## Cu-like ions: how do 3d and 4s part company as the charge rises?

I am looking at Dirac-Hartree-Fock results for ions with 29 electrons. Here ε is an orbital eigenvalue, <r> a mean radius and Z the nuclear charge.

Four-component Dirac-Coulomb Hartree-Fock calculations with the B-spline radial atomic code version 1, for spherical atoms and ions with the configuration [Ar] 3d10 4s1. All electrons are included, with a Fermi nucleus, averaging over the nl configuration and a radial basis at its limit. ε is an orbital eigenvalue and <r> an orbital's mean radius.

```tsv
species	Z	charge (e)	ε(3d5/2) (eV)	ε(4s1/2) (eV)	ε(4s1/2) − ε(3d5/2) (eV)	<r>(3d5/2) (bohr)	<r>(4s1/2) (bohr)	<r>(4s1/2)/<r>(3d5/2)
Cu	29	0	-12.9064	-6.66064	6.24576	1.0020	3.2615	3.2549
Zn+	30	1	-29.9729	-16.9460	13.0269	0.87582	2.5256	2.8837
Ga2+	31	2	-51.5790	-29.7283	21.8508	0.78645	2.1471	2.7301
Ge3+	32	3	-77.0959	-44.7276	32.3683	0.71789	1.8963	2.6414
As4+	33	4	-106.225	-61.8033	44.4221	0.66268	1.7111	2.5821
Se5+	34	5	-138.798	-80.8741	57.9244	0.61678	1.5659	2.5388
Br6+	35	6	-174.709	-101.889	72.8202	0.57773	1.4474	2.5054
Kr7+	36	7	-213.887	-124.816	89.0718	0.54393	1.3482	2.4786
Rb8+	37	8	-256.283	-149.631	106.651	0.51430	1.2633	2.4564
Sr9+	38	9	-301.858	-176.320	125.537	0.48803	1.1896	2.4376
Zr11+	40	11	-402.444	-235.285	167.159	0.44338	1.0673	2.4072
Nb12+	41	12	-457.415	-267.550	189.865	0.42419	1.0158	2.3946
Mo13+	42	13	-515.486	-301.669	213.817	0.40669	0.96925	2.3833
Tc14+	43	14	-576.645	-337.641	239.004	0.39066	0.92702	2.3729
Ru15+	44	15	-640.883	-375.469	265.414	0.37591	0.88845	2.3635
Rh16+	45	16	-708.191	-415.156	293.035	0.36228	0.85307	2.3547
Pd17+	46	17	-778.564	-456.706	321.857	0.34965	0.82047	2.3466
Ag18+	47	18	-851.995	-500.125	351.869	0.33790	0.79032	2.3389
Cd19+	48	19	-928.479	-545.418	383.061	0.32694	0.76233	2.3317
In20+	49	20	-1008.01	-592.593	415.420	0.31670	0.73626	2.3248
Sn21+	50	21	-1090.59	-641.657	448.937	0.30709	0.71193	2.3183
Sb22+	51	22	-1176.22	-692.618	483.600	0.29807	0.68914	2.3120
Te23+	52	23	-1264.88	-745.484	519.397	0.28958	0.66774	2.3059
I24+	53	24	-1356.58	-800.267	556.317	0.28156	0.64762	2.3001
Xe25+	54	25	-1451.32	-856.976	594.348	0.27399	0.62865	2.2944
Cs26+	55	26	-1549.10	-915.621	633.477	0.26682	0.61072	2.2889
```

My questions, from easy to hard:

1. Which of the two shells is core-like, and is that already so in neutral Cu?
2. In hydrogen, subshells are degenerate. Why does the gap between 3d and 4s grow with charge instead of closing?
3. Can one effective nuclear charge describe both the energy and the size of an orbital?
4. Could I guess the gap of the next ion from the two before it?
5. The radius ratio of Cs26+ is almost the hydrogenic 16/7. Has it converged?
6. What would change with 3d3/2 in place of 3d5/2, or with relativity switched off?
7. Is the gap the energy needed to promote a 3d electron to 4s, and which digits can I trust?

## Answer

One limit comes first: these are eigenvalues from a calculation without electron correlation. Their difference is not an excitation energy, and it does not decide which configuration is lowest. The fits and differences used here come from a short program, whose output is given below.

### 1. The core-like shell

It is 3d, in every row. In neutral Cu it lies 6.2 eV below 4s, and its mean radius is 1.00 bohr against 3.26 bohr. In Sn21+ both shells have shrunk, but 3d is still the deeper and smaller one. The 4s electron is the outermost one throughout. In neutral Cu, however, "core-like" describes only the orbital energy and size: copper(II) compounds have an open 3d shell, so 3d is not chemically inert there.

### 2. Why the gap grows

Hydrogenic degeneracy holds between subshells of the same principal quantum number $n$, such as 3s, 3p and 3d. Here $n$ differs. For a bare nucleus without relativity the gap would be

$$\mathrm{Ry}\,Z^2\left(\tfrac19-\tfrac1{16}\right)=\tfrac{7}{144}\,\mathrm{Ry}\,Z^2 .$$

Each added proton therefore favours 3d over 4s. Screening works the other way: 3d is the more compact orbital, so it lies closer to the other electrons and is repelled by them more strongly than 4s. In neutral Cu this cancels all but about 1% of the bare gap. Screening energies grow roughly as $Z$, the nuclear term as $Z^2$, so the nuclear term gains ground. Even in Cs26+, however, the gap has reached only 32% of the bare value.

### 3. One effective charge is not enough

Take Se5+ and write the effective charge as $Z-\sigma$. The hydrogenic energy, $-\mathrm{Ry}(Z-\sigma)^2/n^2$, needs $\sigma=24.42$ for 3d and 24.25 for 4s. The hydrogenic radii, $10.5/(Z-\sigma)$ for 3d and $24/(Z-\sigma)$ for 4s in bohr, need only 17.0 and 18.7.

Electrostatics explains the mismatch. A shell of charge outside an electron produces a constant potential where the electron is: it raises the energy but exerts no force, so it hardly alters the size. Further output of the same calculation puts the direct Coulomb repulsion between one 3d5/2 and the 4s electron of Se5+ at 0.72 hartree, about 20 eV. This counts fully in the 3d eigenvalue, although most of the 4s charge lies outside 3d. It is only a small part of the 3d mismatch, however. Each of the nine other 3d electrons repels this one about twice as strongly. Like 3s and 3p, they have much the same mean radius, so part of their charge also lies farther out than the electron considered.

The 4s orbital has no shell outside it, but it penetrates. If it stayed wholly outside 3d, its direct repulsion with one 3d electron would equal its mean inverse radius (in atomic units). It is 86% of that in Se5+ and 79% in Sn21+. While inside the 3d shell, the 4s electron too feels a raised potential without the matching force.

### 4. Guessing the next gap

For a fixed number of electrons and large $Z$, without relativity, each eigenvalue has the form

$$\varepsilon=-\mathrm{Ry}\,Z^2/n^2+a_1Z+a_0+\dots$$

with $a_1$ and $a_0$ set by screening. Taking a second difference in $Z$ removes both unknowns. For the gap $g$ it leaves

$$g(Z+1)\approx 2g(Z)-g(Z-1)+\tfrac{14}{144}\,\mathrm{Ry},$$

where the last term is 1.323 eV and nothing is fitted.

For Se5+, the gaps of As4+ and Ge3+ give $2\times44.422-32.368+1.323=57.799$ eV. The table has 57.924 eV, so the estimate is 0.2% low. For Sn21+, the same step gives $2\times415.420-383.061+1.323=449.102$ eV against 448.937 eV, now slightly high.

Those small percentages flatter the formula, because most of each result comes from the two known gaps. The fairer test is the curvature itself. The table needs 1.448 eV for the step to Se5+ and 1.158 eV for the step to Sn21+, so the constant is too small in one case and too large in the other. Near Kr7+ it fits almost exactly, but only because the curvature is passing through that value on its way down. At the neutral end the expansion is poor: from Cu and Zn+ it misses the gap of Ga2+ by 0.72 eV.

### 5. A crossing, not convergence

The radius ratio exceeds 16/7, or 2.2857, because 4s is more strongly screened than 3d when screening is judged by size (judged by energy, the order in Se5+ is the reverse, as section 3 shows). As the charge rises this matters less, and the ratio falls. In Cs26+ it is 2.2889, only 0.0032 above 16/7, yet the last step down was 0.0055. The steps do shrink, but slowly: from Ag18+ to Cd19+ the drop was 0.0072. If this continues, the next ion will already lie below 16/7, though the table ends before the crossing.

The likely reason is relativity, which contracts 4s more than 3d5/2. With the Dirac equation for a bare point nucleus, the ratio at $Z=55$ is 2.2195, and it keeps falling with $Z$. I fitted the ratio for charges of 7 and above as a bare-nucleus value times a two-parameter screening factor. With 16/7 as the bare value the typical (rms) error is 0.016; with the Dirac value it is 0.001. The second fit is much better, though still well outside the rounding, and it misses neutral Cu, which was not fitted, by 0.08.

### 6. Changing the orbital or the Hamiltonian

With 3d3/2 the gap would be wider, since spin-orbit coupling puts that orbital lower. The further output gives a splitting of about 1 eV in Se5+ and 9.3 eV in Sn21+, about 2% of the gap in both.

Without relativity I would expect a wider gap as well, with the largest change in eV at high charge. An s electron moves fast near the nucleus and gains more relativistic binding than a 3d5/2 electron, which brings 4s closer to 3d. The contracted inner shells should also screen 3d better and raise it, which narrows the gap further. The table holds no nonrelativistic run to prove this, but the 4s eigenvalues carry a hint. Screening alone should let the curvature of the 4s binding energy settle towards 1.701 eV. Instead it bottoms out at 1.853 eV near Mo13+ and climbs to 1.936 eV at Xe25+.

Fits to the ions with charge 7 and above agree. Adding a scaled Dirac term to the 4s expansion leaves an rms error of 0.003 eV, while one more screening term leaves 0.33 eV. For 3d5/2 the extra screening term does better, as suits an orbital whose direct relativistic term is small. Neither form can be carried back to neutral Cu, where the errors are 19 eV or more.

### 7. Promotion energy and digits

The gap is not the promotion energy. The 4s eigenvalue describes an electron that repels ten 3d electrons. After promotion one of those is gone, and the two 4s electrons repel each other instead. With the orbitals kept frozen, the further output turns the gap of 57.9 eV in Se5+ into a promotion energy of 54.1 eV. In Sn21+ the correction is −8.3 eV, larger in eV but only 1.9% of the gap. Relaxation of the orbitals and correlation are still missing from both.

In neutral Cu the difference is drastic: the measured promotion energy is well under half of the 6.2 eV gap.

As for digits, the printed ones are good for repeating this calculation and for taking differences along the series. They are not all physical. First-order Breit and QED corrections, taken from the further output, shift the gap by −0.08 eV in Se5+ and −0.35 eV in Sn21+. The decimals of 448.937 eV therefore already depend on terms left out of the Hamiltonian, before correlation is considered. What then remains is larger, and most likely correlation. Even with orbital relaxation and the Breit, QED and recoil corrections included, the 4s ionization energy in the further output is 1.1 eV below the measured value in Se5+ and 1.4 eV below the semi-empirical one in Sn21+. An error of this size matters most in neutral Cu, where even the first digit is in doubt: the 4s eigenvalue suggests an ionization energy of 6.7 eV, while the measured one is 7.7 eV.

Numerical output:

```
limits: e ratio 16/9=1.7778, r ratio 16/7=2.2857, gap 7Ry/144=0.6614 eV*Z^2; max|e3d-(e4s-gap)|=0.0040 eV
Cu->Cs: gap x101.4, r3d /3.76, r4s /5.34; gap/bare limit Cu 0.011, Cs 0.317
ion  e3d/e4s bareDirac | r ratio bareDirac | sigma: E3d E4s r3d r4s | with Dirac radii: r3d r4s
Cu    1.9377 1.7636 | 3.2549 2.2680 | 26.08 26.20 18.52 21.64 | 18.54 21.71
Zn+   1.7687 1.7626 | 2.8837 2.2667 | 25.55 25.54 18.01 20.50 | 18.04 20.60
Ga2+  1.7350 1.7616 | 2.7301 2.2654 | 25.16 25.09 17.65 19.82 | 17.68 19.95
Se5+  1.7162 1.7582 | 2.5388 2.2612 | 24.42 24.25 16.98 18.67 | 17.03 18.88
Kr7+  1.7136 1.7558 | 2.4786 2.2582 | 24.11 23.88 16.70 18.20 | 16.76 18.47
Sr9+  1.7120 1.7532 | 2.4376 2.2550 | 23.87 23.60 16.48 17.83 | 16.56 18.17
Mo13+ 1.7088 1.7477 | 2.3833 2.2480 | 23.53 23.17 16.18 17.24 | 16.30 17.76
Pd17+ 1.7047 1.7414 | 2.3466 2.2401 | 23.31 22.83 15.97 16.75 | 16.13 17.49
Sn21+ 1.6997 1.7345 | 2.3183 2.2315 | 23.14 22.53 15.81 16.29 | 16.03 17.30
Cs26+ 1.6919 1.7250 | 2.2889 2.2195 | 22.99 22.19 15.65 15.70 | 15.95 17.14
d(e ratio)/dZ: flattest -0.00077 (Sr9+-Zr11+), last -0.00169, rounding ~1e-5
d(r ratio)/dZ: Ag-Cd -0.0072, last -0.0055 (bare Dirac -0.0025); Cs excess over 16/7 0.0032; rounding 1e-4
second differences, eV (nonrel. limits 3d 3.023, 4s 1.701, gap 1.323; rounding <=0.004, 0.002, 0.002)
Zn+    -3d 4.540 (bare Dirac 3.048)  -4s 2.497 (bare Dirac 1.806)  gap 2.043
As4+   -3d 3.444 (bare Dirac 3.053)  -4s 1.995 (bare Dirac 1.829)  gap 1.448
Kr7+   -3d 3.216 (bare Dirac 3.059)  -4s 1.888 (bare Dirac 1.855)  gap 1.328
Rb8+   -3d 3.181 (bare Dirac 3.061)  -4s 1.874 (bare Dirac 1.865)  gap 1.307
Nb12+  -3d 3.100 (bare Dirac 3.069)  -4s 1.854 (bare Dirac 1.906)  gap 1.246
Mo13+  -3d 3.088 (bare Dirac 3.071)  -4s 1.853 (bare Dirac 1.918)  gap 1.235
Tc14+  -3d 3.079 (bare Dirac 3.074)  -4s 1.856 (bare Dirac 1.929)  gap 1.223
Ag18+  -3d 3.054 (bare Dirac 3.084)  -4s 1.874 (bare Dirac 1.980)  gap 1.180
Sb22+  -3d 3.039 (bare Dirac 3.095)  -4s 1.905 (bare Dirac 2.039)  gap 1.134
Xe25+  -3d 3.034 (bare Dirac 3.103)  -4s 1.936 (bare Dirac 2.088)  gap 1.098
fits of e+Ry Z^2/n^2, charge>=7 (asymptotic series), x=Z-28; residuals eV, rounding <=0.001
3d Z,1,1/x   p=[  66.907 -652.693  -85.741] rms 0.0483 worst Kr7+ -0.1082; omitted Cu -56.61 Se -0.939
3d +1/x^2    p=[  66.824 -646.429 -144.256  263.754] rms 0.0026 worst Cs26+ -0.0057; omitted Cu +152.50 Se +0.101
3d +c*Dirac  p=[ 6.70850e+01 -6.60222e+02 -7.21360e+01  1.40000e-01] rms 0.0198 worst Sr9+ +0.0389; omitted Cu -45.59 Se -0.551
4s Z,1,1/x   p=[  34.552 -230.812 -297.787] rms 0.8833 worst Cs26+ +1.8353; omitted Cu -235.07 Se -7.799
4s +1/x^2    p=[   33.157  -124.609 -1289.858  4471.735] rms 0.3322 worst Cs26+ +0.6722; omitted Cu +3310.33 Se +9.824
4s +c*Dirac  p=[  37.942 -375.263  -31.813    0.592] rms 0.0033 worst Rb8+ +0.0061; omitted Cu -19.18 Se -0.155
r ratio=16/7*(1+a/(Z-s)): a=0.355 s=32.13 rms 0.0163 worst Cs26+ +0.0323; omitted Cu -1.229 Se +0.180 (rounding 5e-5)
r ratio=bare Dirac*(1+a/(Z-s)): a=0.911 s=26.73 rms 0.0011 worst Cs26+ +0.0021; omitted Cu -0.079 Se +0.006 (rounding 5e-5)
Se5+ further output: 3d splitting 0.98 eV = 1.7% of gap, hydrogenic Zeff 21.6 (sigma 12.4)
  F0(ds)/<1/r>4s 0.86, F0(dd)/<1/r>3d 0.72, F0(ds)/<1/r>3d 0.35
  shifts eV: Breit 3d +0.145 4s +0.043; QED 3d +0.002 4s +0.022; gap -0.082 (-0.14%)
  frozen-orbital 3d5/2->4s promotion 54.1 eV = gap -3.8 eV (-6.6%)
Sn21+ further output: 3d splitting 9.28 eV = 2.1% of gap, hydrogenic Zeff 38.0 (sigma 12.0)
  F0(ds)/<1/r>4s 0.79, F0(dd)/<1/r>3d 0.75, F0(ds)/<1/r>3d 0.40
  shifts eV: Breit 3d +0.971 4s +0.408; QED 3d +0.017 4s +0.232; gap -0.347 (-0.08%)
  frozen-orbital 3d5/2->4s promotion 440.6 eV = gap -8.3 eV (-1.9%)
```
